## Appendix: coupled-mode theory of selective and directional thermal emitters

### A.1 Conventions and premises

Fields vary as $e^{-i\omega t}$. The structure fills $z<0$, is periodic in the plane and radiates into vacuum at polar angle $\theta$, with $k_0=\omega/c=2\pi/\lambda$ and in-plane wavevector $k=k_0\sin\theta$. The rates $\gamma$ are amplitude decay rates, so stored energy decays at $2\gamma$.

1. The structure is linear, time-invariant and opaque, and its absorbing parts share one temperature $T$.
2. Only the specular order propagates, and the plane of incidence is a mirror plane, so TE and TM do not mix. Each pair ($k$, polarization) is then one port.
3. One Bloch resonance $\omega_0(k)$ lies in the frequency window, and its rates are small against $\omega_0$ and against the distance to the next mode of the same symmetry.
4. The non-resonant reflection is lossless. Absorption enters as a rate $\gamma_a$ that leaves the coupling to the port unchanged.
5. The materials are reciprocal.

Let $|a|^2$ be the mode energy and $|s_\pm|^2$ the incoming and outgoing power, all per unit cell. Premises 1 to 3 allow the first-order equations

$$\dot a=(-i\omega_0-\gamma_r-\gamma_a)\,a+\kappa s_++f,\qquad s_-=r_bs_++\eta a,\tag{1}$$

with radiative rate $\gamma_r$, background reflection $r_b$, couplings $\kappa,\eta$ and a thermal source $f$. Below, $\gamma=\gamma_r+\gamma_a$ and $\Delta=\omega-\omega_0(k)$.

### A.2 Couplings from energy conservation

Set $\gamma_a=0$ and $f=0$. Conservation demands $d|a|^2/dt=|s_+|^2-|s_-|^2$. Inserting (1) on both sides,

$$-2\gamma_r|a|^2+2\,\mathrm{Re}(a^*\kappa s_+)=(1-|r_b|^2)|s_+|^2-|\eta|^2|a|^2-2\,\mathrm{Re}(a^*\eta^*r_bs_+).$$

At a given instant $a$ and $s_+$ are independent complex numbers, so the three kinds of term balance separately:

$$|r_b|=1,\qquad|\eta|^2=2\gamma_r,\qquad\kappa=-r_b\eta^*.\tag{2}$$

Hence $|\kappa|^2=2\gamma_r$ and $\eta\kappa=-2\gamma_rr_b$. With one port no time-reversal argument is needed. By premise 4, (2) persists for $\gamma_a>0$.

### A.3 Absorptivity

For $s_+\propto e^{-i\omega t}$ and $f=0$, (1) gives $a=\kappa s_+/(\gamma-i\Delta)$, and

$$r=\frac{s_-}{s_+}=r_b\left[1-\frac{2\gamma_r}{\gamma-i\Delta}\right]=r_b\,\frac{\gamma_a-\gamma_r-i\Delta}{\gamma_a+\gamma_r-i\Delta}.\tag{3}$$

Nothing is transmitted, so the absorptivity is $1-|r|^2$. Since $(\gamma_a+\gamma_r)^2-(\gamma_a-\gamma_r)^2=4\gamma_r\gamma_a$,

$$A=\frac{4\gamma_r\gamma_a}{\Delta^2+(\gamma_r+\gamma_a)^2}.\tag{4}$$

The phase of $r_b$ drops out, so a single resonance over a lossless mirror shows no Fano asymmetry.

### A.4 Emissivity

*Blackbody power per port.* A one-way channel of length $\ell$ holds $\ell\,dq/2\pi$ modes of mean energy $\Theta=\hbar\omega/(e^{\hbar\omega/k_BT}-1)$, moving at $d\omega/dq$. It carries the power $\Theta\,d\omega/2\pi$. The number of ports per area and polarization is $d^2k/(2\pi)^2=k_0^2\cos\theta\,d\Omega/4\pi^2$, so the radiance per polarization is $\Theta\omega^2/8\pi^3c^2$, half the Planck radiance. The emissivity $e$ of a port is its emitted spectral power divided by $\Theta/2\pi$.

*Langevin route.* Across a narrow line treat $\Theta$ as constant. Blackbody input is then white noise, $\langle s_+(t)s_+^*(t')\rangle=\Theta\,\delta(t-t')$, and the internal source is independent white noise, $\langle f(t)f^*(t')\rangle=D\,\delta(t-t')$. A white source of strength $X$ has spectral density $X/2\pi$ and drives the energy $\int(X/2\pi)\,d\Delta/(\Delta^2+\gamma^2)=X/2\gamma$. In equilibrium a weakly damped oscillator holds the energy $\Theta$, so $(2\gamma_r\Theta+D)/2\gamma=\Theta$ and $D=2\gamma_a\Theta$. The source depends only on the temperature of the solid, so it is unchanged when the surroundings are cold. With $s_+=0$ the outgoing spectral power is $|\eta|^2(D/2\pi)/(\Delta^2+\gamma^2)$, and

$$e(\omega,k)=\frac{4\gamma_r\gamma_a}{[\omega-\omega_0(k)]^2+(\gamma_r+\gamma_a)^2}.\tag{5}$$

*Balance route.* A linear time-invariant periodic system with one propagating order mixes neither frequencies nor ports. In equilibrium the outgoing port must carry $\Theta(\omega)/2\pi$, of which $|r|^2\Theta/2\pi$ is reflected input uncorrelated with the emission. Thus $e=1-|r|^2=A$ at each frequency, with $\Theta$ taken at $\omega$ and not at $\omega_0$.

Both routes equate emission into the outgoing wave $k$ with absorption of its specular partner, the incoming wave of the same $k$. Kirchhoff's directional law refers to the wave arriving back along the emitted ray, which has $-k$. Premise 5 gives $r(k)=r(-k)$, hence $\omega_0$, $\gamma_r$ and $\gamma_a$ are even in $k$ and the two statements coincide. Equation (5) holds per polarization; the unpolarized emissivity is the mean of the TE and TM values.

### A.5 Spectral selectivity

On resonance, with $x=\gamma_r/\gamma_a$,

$$e_{\max}=\frac{4x}{(1+x)^2}=1-\left(\frac{1-x}{1+x}\right)^2,\tag{6}$$

which is unity only at critical coupling, $\gamma_r=\gamma_a$, where (3) vanishes. It is invariant under $x\to1/x$, so an intensity spectrum fixes the two rates but does not tell which is which. At fixed $k$ the full width at half maximum is $2\gamma$, and $Q=\omega_0/2\gamma$. The line area is

$$\int e\,d\omega=\frac{4\pi\gamma_r\gamma_a}{\gamma_r+\gamma_a},\tag{7}$$

equal to $2\pi\gamma_a$ at critical coupling and rising monotonically toward $4\pi\gamma_a$ as $\gamma_r$ grows. Critical coupling maximizes the peak at given $\gamma_a$, not the emitted power.

A spectrometer works at fixed $\theta$, not fixed $k$. With $v_g=d\omega_0/dk$ and $k=\omega\sin\theta/c$, $d\Delta/d\omega=1-(v_g/c)\sin\theta$, so the observed width is $2\gamma/|1-(v_g/c)\sin\theta|$.

### A.6 Angular lobe and coherence length

Fix $\omega$ and let $k_\omega=k_0\sin\theta_0$ solve $\omega_0(k_\omega)=\omega$. To first order $\Delta=-v_g(k-k_\omega)=-v_gk_0\cos\theta_0\,\delta\theta$. If the rates are constant across the lobe, (5) is a Lorentzian in $\delta\theta$ that falls to half at $|\Delta|=\gamma$:

$$\Delta\theta=\frac{2(\gamma_r+\gamma_a)}{|v_g|\,k_0\cos\theta_0}=\frac{c/|v_g|}{Q\cos\theta_0}.\tag{8}$$

For a band in two dimensions the lobe is a ridge along the isofrequency contour. Equation (8) is its width within the plane of incidence, with $v_g$ the component in that plane.

The link to spatial coherence follows for propagation along $x$. Lattice translation symmetry of the source statistics leaves different Bloch wavevectors uncorrelated, so the cross-spectral density of the radiated field between points a distance $x$ apart is the Fourier transform of the power per port:

$$W(x)\propto\int dk\,\frac{e^{ikx}}{v_g^2(k-k_\omega)^2+\gamma^2}\propto e^{ik_\omega x}e^{-|x|/L},\qquad L=\frac{|v_g|}{\gamma}.\tag{9}$$

The integral follows by closing the contour on the pole $k_\omega\pm i/L$, the extension of the limits to infinity being harmless for $k_0L\gg1$. The coherence length $L$, defined by the $1/e$ decay of $|W|$, is the amplitude decay length of the leaky mode. Equation (8) becomes

$$\Delta\theta=\frac{\lambda}{\pi L\cos\theta_0}.\tag{10}$$

The lobe scales as wavelength over coherence length, with prefactor $1/\pi$ and the projected length $L\cos\theta_0$. In terms of the energy decay length $L/2$ the prefactor is $1/2\pi$.

Linearization drops $\tfrac12\omega_0''\delta k^2$ and $-\tfrac12\sin\theta_0\,\delta\theta^2$. At the half-maximum points, $\delta k=\gamma/|v_g|$ and $\delta\theta=\Delta\theta/2$, this requires $|\omega_0''|\gamma/2v_g^2\ll1$ and $\Delta\theta\tan\theta_0/4\ll1$. Two cases break (8). First, a smooth non-degenerate band is even in $k$, so $v_g=0$ at normal emission. At $\omega=\omega_0(0)$, $\Delta=-\tfrac12\omega_0''k^2$ and the full width is $(2/k_0)\sqrt{2\gamma/|\omega_0''|}$. Second, if $\omega_0(k)$ varies by much less than $\gamma$ inside the light cone, there is no lobe, and the angular dependence on resonance is that of (6) through $\gamma_r(\theta)$.

### A.7 Rates of a metal-insulator-metal patch array

Take square patches of side $w$ on a square lattice of period $p$, above an opaque film of the same metal, with a spacer of thickness $d$ and real permittivity $\varepsilon_d$. Assume $d\ll w$, $k_0d\ll1$ and patches several penetration depths thick.

*Surface impedance.* For a Drude metal with $\Gamma\ll\omega\ll\omega_p$, $\varepsilon_m\simeq-\omega_p^2/[\omega^2(1+i\Gamma/\omega)]$. With $Z_0=\mu_0c$ and $\delta=c/\omega_p$,

$$Z_s=\frac{Z_0}{\sqrt{\varepsilon_m}}=-i\omega\mu_0\delta\sqrt{1+i\Gamma/\omega}\simeq-i\omega\mu_0\delta+\tfrac12\mu_0\delta\Gamma.\tag{11}$$

*Resonance.* The gap is a parallel-plate line of width $w$. Per unit length its capacitance is $C'=\varepsilon_0\varepsilon_dw/d$. The series impedance is that of the gap plus two metal faces, so $L'=\mu_0(d+2\delta)/w$ and $R'=\mu_0\delta\Gamma/w$. The index is $n=c\sqrt{L'C'}$, and open ends select the half-wave voltage $V\sin(\pi x/w)$ for $|x|<w/2$:

$$n^2=\varepsilon_d\left(1+\frac{2\delta}{d}\right),\qquad\omega_0=\frac{\pi c}{nw}.\tag{12}$$

*Absorptive rate.* With peak amplitudes, a current $I$ dissipates $\tfrac12R'|I|^2$ and stores $\tfrac14L'|I|^2$, field and electron kinetic energy together. On resonance the capacitive energy equals the inductive one, so the ratio of loss to total energy is $2\gamma_a=R'/L'$:

$$\gamma_a=\frac{\Gamma\delta}{2(d+2\delta)}.\tag{13}$$

*Stored energy.* Twice the capacitive part, $U=2\cdot\tfrac14C'V^2\int\sin^2(\pi x/w)\,dx=\varepsilon_0\varepsilon_dV^2w^2/4d$.

*Radiative rate.* By the equivalence principle the four open walls, with outward normal $\hat n$, act as magnetic currents $\mathbf M=-\hat n\times\mathbf E$. Electric currents there are small, because tangential $\mathbf H$ nearly vanishes at an open end and the adjacent mirror shorts what remains. On the walls $x=\pm w/2$ both $\hat n$ and $E_z$ change sign, so both carry a line current $V$ along the same direction $\hat y$. On the walls $y=\pm w/2$ the currents are along $\mp\hat x$ and vary as $\sin(\pi x/w)$. They cancel each other for $k_y=0$ and integrate to zero for $k_x=0$. The Fourier component at the in-plane wavevector, divided by the cell area, is a current sheet

$$M_s=\frac{2Vw}{p^2}F,\qquad F_{xz}=\cos\frac{kw}{2},\qquad F_{yz}=\frac{\sin(kw/2)}{kw/2},$$

for emission in the $xz$ and $yz$ planes. A magnetic sheet makes tangential $\mathbf E$ jump by $M_s$. On a mirror the field below is zero, so above it $|E_x|=M_s$. This is a TM wave in the $xz$ plane, with wave impedance $Z=Z_0k_z/k_0$, and a TE wave in the $yz$ plane, with $Z=Z_0k_0/k_z$, where $k_z=k_0\cos\theta$. The power per cell is $P=p^2M_s^2/2Z$, and $2\gamma_r=P/U$ with $1/Z_0\varepsilon_0=c$ gives

$$\gamma_{r0}=\frac{4cd}{\varepsilon_dp^2},\qquad\gamma_r^{TM}=\gamma_{r0}\frac{F_{xz}^2}{\cos\theta},\qquad\gamma_r^{TE}=\gamma_{r0}F_{yz}^2\cos\theta.\tag{14}$$

The degenerate mode rotated by $90^\circ$ supplies the other polarization in each principal plane. Equating (13) and $\gamma_{r0}$ fixes the period for critical coupling at normal emission,

$$p_c^2=\frac{8cd\,(d+2\delta)}{\varepsilon_d\Gamma\delta}.\tag{15}$$

*Dispersion.* The harmonics $q_m=k+2\pi m/p$ along $x$ enter as the TM term of (14), $\gamma_{r0}\cos^2(q_mw/2)\,k_0/k_z$, but with $k_z=i\kappa_m$ and $\kappa_m=\sqrt{q_m^2-k_0^2}$. An imaginary rate $-i|\cdot|$ in (1) lowers $\omega_0$:

$$\delta\omega_0(k)=-\gamma_{r0}S(k),\qquad S=\sum_{m\ne0}\cos^2\!\left(\frac{q_mw}{2}\right)\frac{k_0}{\kappa_m}.\tag{16}$$

The $k$-independent part of $S$ grows logarithmically until $q_md\sim1$ and is part of the edge fringing. The $k$-dependent part is the coupling between patches and gives the size of the bandwidth. Harmonics with a $y$ component are left out of this estimate.

*Surface wave of the unpatterned stack.* For contrast, the metal with its spacer guides a TM wave $H_y\propto e^{iqx-\kappa z}$. A thin layer adds $-i\omega\mu_0d\,(1-q^2/\varepsilon_dk_0^2)$ in series with (11). In vacuum $E_x=i\kappa H_y/\omega\varepsilon_0$, and the boundary condition $E_x=-Z_{\rm tot}H_y$ gives, for $q\simeq k_0$, $\kappa=k_0^2(\delta_e+i\delta\Gamma/2\omega)$ with $\delta_e=\delta+d(1-1/\varepsilon_d)$. From $q^2=k_0^2+\kappa^2$,

$$\frac{\mathrm{Re}\,q}{k_0}\simeq1+\tfrac12(k_0\delta_e)^2,\qquad\frac{\mathrm{Im}\,q}{k_0}\simeq(k_0\delta_e)(k_0\delta)\frac{\Gamma}{2\omega},\tag{17}$$

with $|v_g|\simeq c$ and $\gamma_a=|v_g|\,\mathrm{Im}\,q$.

### A.8 Range of validity

- **One port.** Requires $p<\lambda/(1+\sin\theta)$. With further ports $|\eta_j|^2=2\gamma_j$, and the Langevin route gives $e_j=4\gamma_j\gamma_a/(\Delta^2+\gamma^2)$ with $\gamma$ the sum of all rates. For two equal ports, as in a symmetric free-standing slab, the peak cannot exceed $1/2$, reached at $\gamma_a=2\gamma_j$.
- **Narrow isolated line.** Corrections are of relative order $\gamma/\omega_0$ and $\gamma$ over the mode spacing. Near normal emission, folded bands at $\pm k$ meet and need two amplitudes.
- **Smooth rates.** The rates must vary slowly over $\gamma$ and over $1/L$. This fails at a Rayleigh anomaly, $\kappa_m\to0$, and at grazing angles, where the TM rate in (14) diverges because the finite mirror reactance was dropped against $Z_0\cos\theta$.
- **Lossless background.** A flat mirror absorbs $4\,\mathrm{Re}Z_s/Z_0=2\Gamma/\omega_p$ at normal incidence. This sets the floor under the wings of (5).
- **Extent and temperature.** The array must be larger than $L$, or its aperture sets the lobe, and isothermal over $L$. The result concerns the far field only.
- **Patch model.** Fringing lengthens the cavity by about $d$ in total, so $w$ in (12) is an effective side. A lossy spacer adds $\omega\,\mathrm{Im}\,\varepsilon_d/2\varepsilon_d$ to $\gamma_a$, and near its phonon bands, in alumina from about $10^4$ nm onward, the dispersion of $\varepsilon_d$ invalidates $U$.

### A.9 Numerical illustration: gold, alumina, gold

The design wavelength is $\lambda=4260$ nm, near the infrared stretch band of CO$_2$, so $\hbar\omega_0=0.291$ eV, and $d=50$ nm. Typical inputs are $\hbar\omega_p=9.0$ eV and $\hbar\Gamma=0.070$ eV for an evaporated gold film, and $\varepsilon_d=2.6$ for amorphous alumina. Unrounded values are carried through; the model supports about two figures.

| Quantity | Equation | Model value |
|---|---|---|
| $\delta$ | (11) | 21.9 nm |
| $n$ | (12) | 2.21 |
| effective $w$ | (12) | 964 nm |
| $\hbar\gamma_a$ | (13) | 8.18 meV |
| $p_c$ | (15) | $1.36\times10^3$ nm |
| $2\hbar\gamma$ at $p_c$ | A.5 | 32.7 meV |
| $Q$ | A.5 | 8.9 |

The period is below $\lambda/2$, so one order propagates at all angles. The small parameters are $\Gamma/\omega=0.24$, $k_0d=0.074$ and $\gamma/\omega_0=0.056$. The mirror floor is $0.016$, and the next cavity mode, at $\sqrt2\,\omega_0$, lies $0.12$ eV higher. Fringing is not negligible for the line position: $d/w=0.052$ rivals $\gamma/\omega_0$, so the drawn patch must be some 50 nm shorter than the effective side. It affects (13) and $\gamma_{r0}$ only at relative order $d/w$, as neither contains $w$. Mid-infrared emitters of this kind typically show $Q$ near 10, so the model's value lies in the usual range.

With $k_0w/2=\pi/2n=0.711$, (14) and (6) give on resonance:

| $\theta$ | $x^{TM}$ | $e^{TM}$ | $x^{TE}$ | $e^{TE}$ |
|---|---|---|---|---|
| $30^\circ$ | 1.01 | 1.00 | 0.83 | 0.99 |
| $60^\circ$ | 1.33 | 0.98 | 0.44 | 0.85 |

This table holds $\omega_0$ fixed. The orders $m=\pm1,\pm2$ of (16), with $\lambda/p_c=3.13$, give $S=0.27$ at $0^\circ$ and $0.37$ at $60^\circ$, a change of $0.09$, or $0.8$ meV. The omitted orders alter this by amounts of similar size, so the band is about 1 meV wide against $\hbar\gamma=16$ meV, and the detuning changes $e$ by under one per cent. The mean slope is $|v_g|/c\approx0.003$. The model array is in the flat-band case of A.6: selective in frequency, broad in angle. Even $|v_g|=c$ would leave $\Delta\theta\ge1/Q=0.11$ rad by (8).

Heating by 300 K with the compiled linear expansion of gold, $14.2\times10^{-6}$ K$^{-1}$ at 293 K (Kaye and Laby Online, NPL), taken as constant and unclamped, lowers $\hbar\omega_0$ through $w$ by $1.2$ meV, small against $\hbar\gamma$. The rise of $\Gamma$ with temperature matters more for the width. An illustrative increase by half gives $x=2/3$, $e_{\max}=0.96$ and a line 25 per cent broader.

With tungsten, a contact metal of chip making, in place of gold and approximate film inputs $\hbar\omega_p=6.4$ eV and $\hbar\Gamma=0.060$ eV, the same model gives $\delta=30.8$ nm, $n=2.41$, $w=884$ nm, $\hbar\gamma_a=8.28$ meV, $p_c=1.35\times10^3$ nm and $Q=8.8$. Interband absorption in tungsten, absent from (11), lowers this $Q$.

A lobe appears when the gold and alumina stack is used through its surface wave, folded into the light cone by a lattice of weak, non-resonant scatterers. Here $\delta_e=52.7$ nm, and (17) gives $\mathrm{Re}\,q/k_0-1=3.0\times10^{-3}$ and $\mathrm{Im}\,q/k_0=3.0\times10^{-4}$. For the backward wave and $\theta_0=30^\circ$, $2\pi/p=\mathrm{Re}\,q+k_0\sin\theta_0$ gives $p=2.83\times10^3$ nm. Assuming the scatterers tuned to critical coupling, $L=1/(2\,\mathrm{Im}\,q)=1.1\times10^6$ nm, $Q=8.3\times10^2$, and (10) gives $\Delta\theta=1.4$ mrad. The Rayleigh anomaly lies $3.5$ mrad from the lobe centre, five half-widths away, so the smooth-rate premise holds only moderately. This width is the model's lower bound: it omits absorption in the scatterers, roughness and finite aperture, and real metal gratings typically show lobes several times to ten times wider.